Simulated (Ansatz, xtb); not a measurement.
# Ligand exchange: HBr + SnH3(CH3) → CH4 + SnH3Br

Species: HBr (hydrogen bromide), singlet; SnH3(CH3), singlet; CH4 (methane) `C`, singlet; SnH3Br `[Br][SnH3]`, singlet. The partners trade Br for CH3: H–Br and Sn–CH3 bonds give way to H–CH3 and Sn–Br.

Shapes, held fixed at every level: PBE0-D4/def2-TZVP. Programs: Ansatz 0.2.0, xtb 6.7.1. The zero-point and thermal change to 298 K, harmonic and unscaled (PBE0-D4/def2-TZVP), is +9.2 kJ/mol.

| level | kind | ΔH(298 K) (kJ/mol) | less CCSD(T)/def2-TZVPP |
| --- | --- | --- | --- |
| GFN1-xTB | semi-empirical | -125.3 | -14.7 |
| HF/def2-SVP | Hartree–Fock | -138.7 | -28.1 |
| PBE-D4/def2-TZVPP | GGA | -117.1 | -6.5 |
| r2SCAN-D4/def2-TZVPP | meta-GGA | -124.0 | -13.4 |
| BHLYP-D4/def2-TZVPP | global hybrid | -130.7 | -20.1 |
| PBE0-D4/def2-TZVPP | global hybrid | -121.1 | -10.5 |
| B2PLYP/def2-TZVPP | double hybrid | -121.6 | -11.0 |
| CCSD/def2-SVP | coupled cluster or CI | -121.0 | -10.4 |
| CCSD(T)/def2-TZVPP | coupled cluster or CI | -110.6 | 0.0 |

The highest level, CCSD(T)/def2-TZVPP, gives ΔH(298 K) = -110.6 kJ/mol; the levels span -138.7 to -110.6. The column of differences is taken from that level and isn't an error. No measured value is set beside it here. For atoms past krypton def2 sets carry core potentials with scalar relativity. Relativity is left out for Br. Outer-core shells of Br, Sn are correlated in most correlated rows, in sets that cover them unevenly. CCSD(T)/def2-TZVPP lies outside the range of all other levels here, so it shouldn't be taken on trust.

The exchange is strongly exothermic at every level, so its direction is secure even though its exact size is not. Both halves of the trade favour the products. The C–H bond of methane is considerably stronger than H–Br, since carbon's compact valence orbitals overlap well with hydrogen 1s. On the other side, tin gives up a rather weak bond to carbon, limited by its diffuse 5s and 5p orbitals, for a more polar one to bromine, strengthened by the larger electronegativity difference. The positive vibrational and thermal term offsets only a small part of this gain.

Electron correlation favours the reactants: in the same def2-SVP basis, the enthalpy goes from -138.7 kJ/mol with Hartree–Fock to -121.0 kJ/mol with CCSD. The further change to CCSD(T) can't be assigned to triple excitations alone, because the basis grows as well. The favourable enthalpy says nothing about the barrier to protonolysis of the Sn–C bond, and hence about its rate.
